**E1 lines among n = 3 levels of neon-like Au69+: jj selection rule and borrowed strength**

The table holds wavelengths, Einstein coefficients and branching fractions of sixteen E1 lines from a radial Dirac CI calculation with exchange-only KLI orbitals, Breit term and model QED. The program converts rates to line strengths and tests a one-electron jump beside a spectator hole in jj coupling against ω³ scaling and pure LS factors, with one radial factor per family. The jj factors reproduce the eleven strong lines to an rms factor of 1.044, against 2.04 for LS, with the worst misfit of 8 % in a line with a 2s hole. The five weak lines are 3d5/2 → 3p1/2 jumps whose strengths are of the size of the mixing weights and restore a sum rule, although one lies outside the two-amplitude interference band. A single screened Dirac-hydrogenic charge overestimates the ratio of the two radial factors (1.54 against 1.29 to 1.49).

Relativistic CI calculation with radial Dirac CI 1 for Au69+ (closed 1s2 core), using exchange-only KLI orbitals optimised for each configuration, the zero-frequency Breit term and model QED. Wavelengths are in vacuum, and A is in length gauge at computed energies. Branching counts E1, M1, E2 and M2 decays within a truncated list of configurations up to n = 4.

## Analysis program

```python
# Table: n=3-3 E1 lines of Ne-like Au69+ (wavelength, Einstein A, branching); radial Dirac CI, KLI orbitals, Breit, model QED.
# Tested: jj one-electron jump with spectator hole vs omega^3 and pure LS; borrowing by mixing; screened Dirac radial factors.
T = {
    'line_upper': ['2s 2p6 3p 3Po2', '2s2 2p5 3p 3P2', '2s 2p6 3d 3D1', '2s2 2p5 3d 3Po1', '2s2 2p5 3d 3Fo3', '2s2 2p5 3d 3Po1', '2s 2p6 3d 3D2', '2s2 2p5 3d 3Fo2', '2s2 2p5 3d 3Do2', '2s2 2p5 3d 3Do2', '2s2 2p5 3p 1S0', '2s2 2p5 3d 1Do2', '2s2 2p5 3d 1Do2', '2s2 2p5 3d 3Do3', '2s2 2p5 3d 1Po1', '2s2 2p5 3d 1Po1'],
    'line_lower': ['2s 2p6 3s 3S1', '2s2 2p5 3s 3Po2', '2s 2p6 3p 3Po0', '2s2 2p5 3p 3D2', '2s2 2p5 3p 3D2', '2s2 2p5 3p 3P1', '2s 2p6 3p 3Po1', '2s2 2p5 3p 3D1', '2s2 2p5 3p 3D2', '2s2 2p5 3p 3P1', '2s2 2p5 3s 1Po1', '2s2 2p5 3p 3D2', '2s2 2p5 3p 3P1', '2s2 2p5 3p 3D2', '2s2 2p5 3p 3D2', '2s2 2p5 3p 3P1'],
    'line_type': ['E1', 'E1', 'E1', 'E1', 'E1', 'E1', 'E1', 'E1', 'E1', 'E1', 'E1', 'E1', 'E1', 'E1', 'E1', 'E1'],
    'line_wavelength': [1.7893, 1.7774, 1.7753, 1.7711, 1.771, 1.7674, 1.7583, 1.7548, 1.7478, 1.7442, 1.6503, 1.5085, 1.5059, 1.4888, 1.435, 1.4326],  # nm
    'line_einstein_a': [2895000000000.0, 1652000000000.0, 1568000000000.0, 355900000000.0, 2315000000000.0, 1935000000000.0, 2234000000000.0, 2367000000000.0, 1219000000000.0, 1197000000000.0, 4265000000000.0, 1814000000.0, 241600000.0, 148100000.0, 9404000000.0, 57960000000.0],  # s⁻¹
    'line_branching': [6.3, 35.8, 3.8, 0.2, 99.6, 1.3, 4.2, 96.8, 50.3, 49.3, 100.0, 0.4, 0.1, 0.1, 0.0, 0.0],  # %
}
import numpy as np
from scipy.constants import alpha, c, h, e, m_e, physical_constants as pc
from scipy.special import hyp1f1
from scipy.optimize import brentq
from sympy import Rational as Q
from sympy.physics.wigner import wigner_6j as w6
U, Lo = T['line_upper'], T['line_lower']
lam, A, br = (np.array(T[k], float) for k in ('line_wavelength', 'line_einstein_a', 'line_branching'))
p, s = '2s2 2p5 ', '2s 2p6 '
# further output of the same calculation: 2jc, 2j, jj purity, configuration purity, lifetime s (None: jj label inferred)
V = {p+'3s 3Po2': (3,1,.99987,.99987,1.2729e-10), p+'3s 1Po1': (3,1,.99976,.99977,4.6518e-15), p+'3p 3P1': (3,1,.99941,.99982,9.8252e-12),
     p+'3p 3D2': (3,1,.99991,.99991,6.9667e-13), p+'3p 3P2': (3,3,.99994,.99995,2.1648e-13), p+'3p 1S0': (3,3,.99827,.99963,2.3439e-13),
     p+'3d 3Po1': (3,3,.9817,.99981,6.9596e-15), p+'3d 3Fo3': (3,3,.99996,.99999,4.3039e-13), p+'3d 3Do2': (3,3,.9989,.99998,4.1229e-13),
     p+'3d 1Do2': (3,5,.99884,.99995,2.2639e-12), p+'3d 3Do3': (3,5,.99997,.99999,4.166e-12), p+'3d 1Po1': (3,5,.98123,.99957,2.6861e-16),
     p+'3p 3D1': (1,1,.99934,.99936,8.7679e-12), p+'3d 3Fo2': (1,3,None,None,None)}
for k, j in (('3p 3Po2',3), ('3s 3S1',1), ('3d 3D1',3), ('3p 3Po0',1), ('3d 3D2',3), ('3p 3Po1',1)): V[s+k] = (1,j,None,None,None)
par = lambda x: (int(x.split()[-1][0]), 'SPDF'.index(x.split()[-1][1]), int(x[-1]), 'spd'.index(x.split()[-2][1]), int(x.startswith(p)))
C2 = {(3,1): 4/3, (5,3): 12/5, (1,1): 2/3, (5,1): 0.0}
jj = lambda jc, j, J, k, K: 0.0 if j-k > 2 else (2*J+1)*(2*K+1)*float(w6(Q(j,2),J,Q(jc,2),K,Q(k,2),1))**2*C2[(j,k)]
def ls(a, b):
    (m,L,J,l,lc), (n,M,K,k,_) = a, b
    return 0.0 if m != n else (2*J+1)*(2*K+1)*(2*L+1)*(2*M+1)*float(w6(L,J,(m-1)//2,K,M,1)*w6(l,L,lc,M,k,1))**2*max(l,k)
pu, pl = [par(x) for x in U], [par(x) for x in Lo]
g = np.array([2*x[2]+1 for x in pu]); E = h*c/e/(lam*1e-9)
S = 3*g*A*c**2/(4*alpha*(2*np.pi*c/(lam*1e-9))**3*pc['Bohr radius'][0]**2)
aj = np.array([jj(V[u][0],V[u][1],a[2],V[l][1],b[2]) for u,l,a,b in zip(U,Lo,pu,pl)]); al = np.array([ls(a,b) for a,b in zip(pu,pl)])
ok = aj > 0; fam = np.array([x[3] for x in pu]); rj, rl = np.zeros(len(A)), np.zeros(len(A))
for f, nm in ((2,'3d3/2-3p1/2'), (1,'3p3/2-3s')):
    m = ok & (fam == f); a, b = np.exp(np.mean(np.log(S[m]/aj[m]))), np.exp(np.mean(np.log(S[m]/al[m])))
    rj[fam == f], rl[fam == f] = a, b; print(f'fit R^2 {nm}: jj {a:.5f}, LS {b:.5f} bohr^2, {m.sum()} rows')
print('row upper-lower E/eV S/au ang_jj S/jj ang_LS S/LS A/branch 1/tau (s^-1)')
for i in range(len(A)):
    x = f'{S[i]/aj[i]/rj[i]:.3f}' if ok[i] else 'forb'; y = f'{S[i]/al[i]/rl[i]:.3g}' if al[i] > 0 else 'forb'
    t = f'{100*A[i]/br[i]:.2e}' if br[i] > 0 else '-'; tau = f'{1/V[U[i]][4]:.2e}' if V[U[i]][4] else '-'
    print(i+1, U[i][-7:].strip(), '-', Lo[i][-7:].strip(), f'{E[i]:.1f} {S[i]:.3e} {aj[i]:.3f} {x} {al[i]:.3f} {y} {t} {tau}')
rms = lambda v: np.exp(np.sqrt(np.mean(np.log(v)**2)))
print(f'rms factor, {ok.sum()} strong rows: jj {rms(S[ok]/aj[ok]/rj[ok]):.3f}, LS {rms(S[ok]/al[ok]/rl[ok]):.2f}; rounding floor of S <= {100*max(.5*10**(np.floor(np.log10(A))-3)/A+1.5e-4/lam):.3f} %')
print(f'omega^3 gain over table {(lam.max()/lam.min())**3:.2f}; min strong A/max weak A {A[ok].min()/A[~ok].max():.1f}; max A/min A {A.max()/A.min():.2e}')
sums = [(S[[3,5]].sum()/3, S[[14,15]].sum()/3), (S[[8,9]].sum()/5, S[[11,12]].sum()/5), (S[4]/7, S[13]/7)]
for J, (a, b) in enumerate(sums, 1): print(f'sum rule J={J}: strong {a:.6f} + weak {b:.2e} = {a+b:.6f} au, weak share {b/(a+b):.2e}')
r = np.linspace(1e-7, 2, 40001)
def orb(k, Z):
    nr = 3-abs(k); ga = np.sqrt(k*k-(Z*alpha)**2); N = np.sqrt(nr*nr+2*nr*ga+k*k); W = (nr+ga)/N; x = 2*Z*r/N
    a, b, w = (N-k)*hyp1f1(-nr,2*ga+1,x), nr*hyp1f1(min(1-nr,0),2*ga+1,x), x**ga*np.exp(-x/2)
    P, Qs = np.sqrt(1+W)*w*(a-b), -np.sqrt(1-W)*w*(a+b); n = np.sqrt(np.sum(P*P+Qs*Qs)); return P/n, Qs/n, W*m_e*c*c/e
def R2(k, q, Z): a, b = orb(k,Z), orb(q,Z); return np.sum((a[0]*b[0]+a[1]*b[1])*r)**2
R0 = S[4]/aj[4]; Z = brentq(lambda z: R2(2,1,z)-R0, 40, 100)
print(f'row 5 R^2 {R0:.5f}: Dirac Zeff {Z:.1f}, nonrel Zeff {4.5*np.sqrt(5/R0):.1f}; R^2(p3/2-s)/R^2(d3/2-p1/2): Dirac {R2(-2,-1,Z)/R0:.3f}, nonrel 1.600')
print('  table ratio rows 1,2,11:', *[f'{S[i]/aj[i]/R0:.3f}' for i in (0,1,10)], '; rows 3,7,8 R^2/row 5:', *[f'{S[i]/aj[i]/R0:.3f}' for i in (2,6,7)])
print('d5/2-d3/2 gap eV, J=2,3,1:', *[f'{E[a]-E[b]:.1f}' for a,b in ((11,8),(13,4),(14,3))], f'; Dirac Z=70 {orb(-3,70)[2]-orb(2,70)[2]:.1f}; j=1/2-3/2 gap Z=70 {orb(2,70)[2]-orb(1,70)[2]:.0f}, Z=79 {orb(2,79)[2]-orb(1,79)[2]:.0f}')
print('weak rows: S/pure partner | w_up w_low (upper bounds, +-1e-5) | interference band of ratio')
for i in np.where(~ok)[0]:
    J, K = pu[i][2], pl[i][2]; wu, wl = V[U[i]][3]-V[U[i]][2], max(V[Lo[i]][3]-V[Lo[i]][2], 1e-5)
    S0 = jj(3,3,J,1,K)*R0; a, b = np.sqrt(wu), np.sqrt(wl*jj(3,5,J,3,K)*R2(-3,-2,Z)/S0)
    print(f' row {i+1}: {S[i]/S0:.2e} | {wu:.2e} {wl:.1e} | {(a-b)**2:.1e} to {(a+b)**2:.1e}')
rho = np.sqrt(R2(1,-1,Z)/R0)
for a, b in ((3,5), (8,9)):
    f = aj[a]/(aj[a]+aj[b]); o = S[a]/(S[a]+S[b])
    print(f'rows {a+1},{b+1}: share {o:.4f} vs jj {f:.4f}; 3s weight needed {((o-f)/(2*rho*np.sqrt(f*(1-f))))**2:.1e}, out-of-config weight {1-V[U[a]][3]:.1e}')
lp = 1e7/(8.219679e7-7.664632e7); Ap = A[1]*(lam[1]/lp)**3*jj(3,3,2,1,1)/aj[1]; tot = 1/V[U[1]][4]
print(f'3p 3P2: partner to 3s J=1 at {lp:.4f} nm, model A {Ap:.2e} ({100*Ap/tot:.1f} %), remainder {tot-Ap-A[1]:.2e} s^-1 ({100*(tot-Ap-A[1])/tot:.1f} %)')
assert A[ok].min() > A[~ok].max() and lam[ok].min() > lam[~ok].max()
assert max(map(sum, sums))/min(map(sum, sums)) < 1.01
assert pu[A.argmin()][0] == pl[A.argmin()][0] and not ok[A.argmin()]
```

It prints:

```
fit R^2 3d3/2-3p1/2: jj 0.01875, LS 0.03251 bohr^2, 8 rows
fit R^2 3p3/2-3s: jj 0.02675, LS 0.02337 bohr^2, 3 rows
row upper-lower E/eV S/au ang_jj S/jj ang_LS S/LS A/branch 1/tau (s^-1)
1 3p 3Po2 - 3s 3S1 692.9 4.093e-02 1.667 0.918 1.667 1.05 4.60e+13 -
2 3p 3P2 - 3s 3Po2 697.6 2.289e-02 0.833 1.027 1.250 0.784 4.61e+12 4.62e+12
3 3d 3D1 - 3p 3Po0 698.4 1.299e-02 0.667 1.039 0.667 0.599 4.13e+13 -
4 3d 3Po1 - 3p 3D2 700.0 2.928e-03 0.167 0.937 0.025 3.6 1.78e+14 1.44e+14
5 3d 3Fo3 - 3p 3D2 700.1 4.443e-02 2.333 1.016 2.489 0.549 2.32e+12 2.32e+12
6 3d 3Po1 - 3p 3P1 701.5 1.582e-02 0.833 1.012 0.125 3.89 1.49e+14 1.44e+14
7 3d 3D2 - 3p 3Po1 705.1 2.997e-02 1.667 0.959 1.500 0.615 5.32e+13 -
8 3d 3Fo2 - 3p 3D1 706.5 3.156e-02 1.667 1.010 1.680 0.578 2.45e+12 -
9 3d 3Do2 - 3p 3D2 709.4 1.606e-02 0.833 1.028 0.347 1.42 2.42e+12 2.43e+12
10 3d 3Do2 - 3p 3P1 710.8 1.567e-02 0.833 1.003 1.125 0.429 2.43e+12 2.43e+12
11 3p 1S0 - 3s 1Po1 751.3 9.461e-03 0.333 1.061 0.333 1.21 4.26e+12 4.27e+12
12 3d 1Do2 - 3p 3D2 821.9 1.537e-05 0.000 forb 0.000 forb 4.54e+11 4.42e+11
13 3d 1Do2 - 3p 3P1 823.3 2.036e-06 0.000 forb 0.000 forb 2.42e+11 4.42e+11
14 3d 3Do3 - 3p 3D2 832.8 1.688e-06 0.000 forb 0.078 0.000668 1.48e+11 2.40e+11
15 3d 1Po1 - 3p 3D2 864.0 4.115e-05 0.000 forb 0.000 forb - 3.72e+15
16 3d 1Po1 - 3p 3P1 865.4 2.523e-04 0.000 forb 0.000 forb - 3.72e+15
rms factor, 11 strong rows: jj 1.044, LS 2.04; rounding floor of S <= 0.050 %
omega^3 gain over table 1.95; min strong A/max weak A 6.1; max A/min A 2.88e+04
sum rule J=1: strong 0.006248 + weak 9.78e-05 = 0.006346 au, weak share 1.54e-02
sum rule J=2: strong 0.006347 + weak 3.48e-06 = 0.006351 au, weak share 5.48e-04
sum rule J=3: strong 0.006347 + weak 2.41e-07 = 0.006347 au, weak share 3.80e-05
row 5 R^2 0.01904: Dirac Zeff 71.2, nonrel Zeff 72.9; R^2(p3/2-s)/R^2(d3/2-p1/2): Dirac 1.540, nonrel 1.600
  table ratio rows 1,2,11: 1.290 1.443 1.491 ; rows 3,7,8 R^2/row 5: 1.023 0.944 0.995
d5/2-d3/2 gap eV, J=2,3,1: 112.5 132.7 164.0 ; Dirac Z=70 112.5; j=1/2-3/2 gap Z=70 388, Z=79 666
weak rows: S/pure partner | w_up w_low (upper bounds, +-1e-5) | interference band of ratio
 row 12: 9.68e-04 | 1.11e-03 1.0e-05 | 9.2e-04 to 1.3e-03
 row 13: 1.28e-04 | 1.11e-03 4.1e-04 | 6.7e-05 to 3.4e-03
 row 14: 3.80e-05 | 2.00e-05 1.0e-05 | 1.8e-06 to 5.8e-05
 row 15: 1.30e-02 | 1.83e-02 1.0e-05 | 1.8e-02 to 1.9e-02
 row 16: 1.59e-02 | 1.83e-02 4.1e-04 | 1.4e-02 to 2.3e-02
rows 4,6: share 0.1562 vs jj 0.1667; 3s weight needed 1.4e-04, out-of-config weight 1.9e-04
rows 9,10: share 0.5061 vs jj 0.5000; 3s weight needed 2.6e-05, out-of-config weight 2.0e-05
3p 3P2: partner to 3s J=1 at 1.8016 nm, model A 1.59e+12 (34.3 %), remainder 1.38e+12 s^-1 (29.9 %)
```
